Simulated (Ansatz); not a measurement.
**Ligand exchange: GeH4 + HI → GeH3I + H2**

Species: GeH4 `[GeH4]`, singlet; HI (hydrogen iodide), singlet; GeH3I `[GeH3][I]`, singlet; H2 (hydrogen), singlet. The partners trade H for I: Ge–H and H–I bonds give way to Ge–I and H–H.

Shapes, held fixed at every level: PBE0-D4/def2-TZVP. Programs: Ansatz 0.2.0. The zero-point and thermal change to 298 K, harmonic and unscaled (PBE0-D4/def2-TZVP), is -1.0 kJ/mol.

Q: Estimate ΔH(298 K) of this reaction.

A: The highest level, CCSD(T)/def2-TZVPP, gives ΔH(298 K) = -56.4 kJ/mol; the levels span -64.0 to -52.7. The column of differences is taken from that level and isn't an error. No measured value is set beside it here. For atoms past krypton def2 sets carry core potentials with scalar relativity. Relativity is left out for Ge. Outer-core shells of Ge, I are correlated in most correlated rows, in sets that cover them unevenly.

```json
{"level": "HF/def2-TZVPP", "kind": "Hartree–Fock", "ΔH(298 K) (kJ/mol)": "-54.7", "less CCSD(T)/def2-TZVPP": "+1.7"}
{"level": "SPW92/def2-TZVPP", "kind": "LDA", "ΔH(298 K) (kJ/mol)": "-52.7", "less CCSD(T)/def2-TZVPP": "+3.7"}
{"level": "BHLYP-D4/def2-TZVPP", "kind": "global hybrid", "ΔH(298 K) (kJ/mol)": "-64.0", "less CCSD(T)/def2-TZVPP": "-7.6"}
{"level": "B2PLYP/def2-TZVPP", "kind": "double hybrid", "ΔH(298 K) (kJ/mol)": "-59.8", "less CCSD(T)/def2-TZVPP": "-3.4"}
{"level": "MP2/def2-SVP", "kind": "perturbation theory", "ΔH(298 K) (kJ/mol)": "-56.9", "less CCSD(T)/def2-TZVPP": "-0.5"}
{"level": "CCSD/def2-TZVPP", "kind": "coupled cluster or CI", "ΔH(298 K) (kJ/mol)": "-53.5", "less CCSD(T)/def2-TZVPP": "+2.9"}
{"level": "CCSD(T)/def2-TZVPP", "kind": "coupled cluster or CI", "ΔH(298 K) (kJ/mol)": "-56.4", "less CCSD(T)/def2-TZVPP": "0.0"}
```

The exchange is clearly exothermic at every level, and the small zero-point and thermal term shows that the driving force is electronic. The main reason is the strength of the H–H bond: forming it, together with a polar Ge–I bond, more than repays the loss of Ge–H and the rather weak H–I bond, whose diffuse iodine 5p orbital overlaps poorly with hydrogen 1s.

Two single bonds are exchanged for two others, so much of the correlation energy cancels, and Hartree–Fock lands only +1.7 kJ/mol from CCSD(T). That closeness is partly fortuitous, since CCSD shifts the value slightly upward and the triples then lower it by more. MP2 comes closer still, but in a smaller basis, so its agreement probably also owes something to compensating errors. The share of exact exchange alone doesn't order the results, as BHLYP-D4 is more exothermic than both LDA and Hartree–Fock. The favourable enthalpy says nothing about the barrier, so it doesn't show that the gases would react readily on mixing.
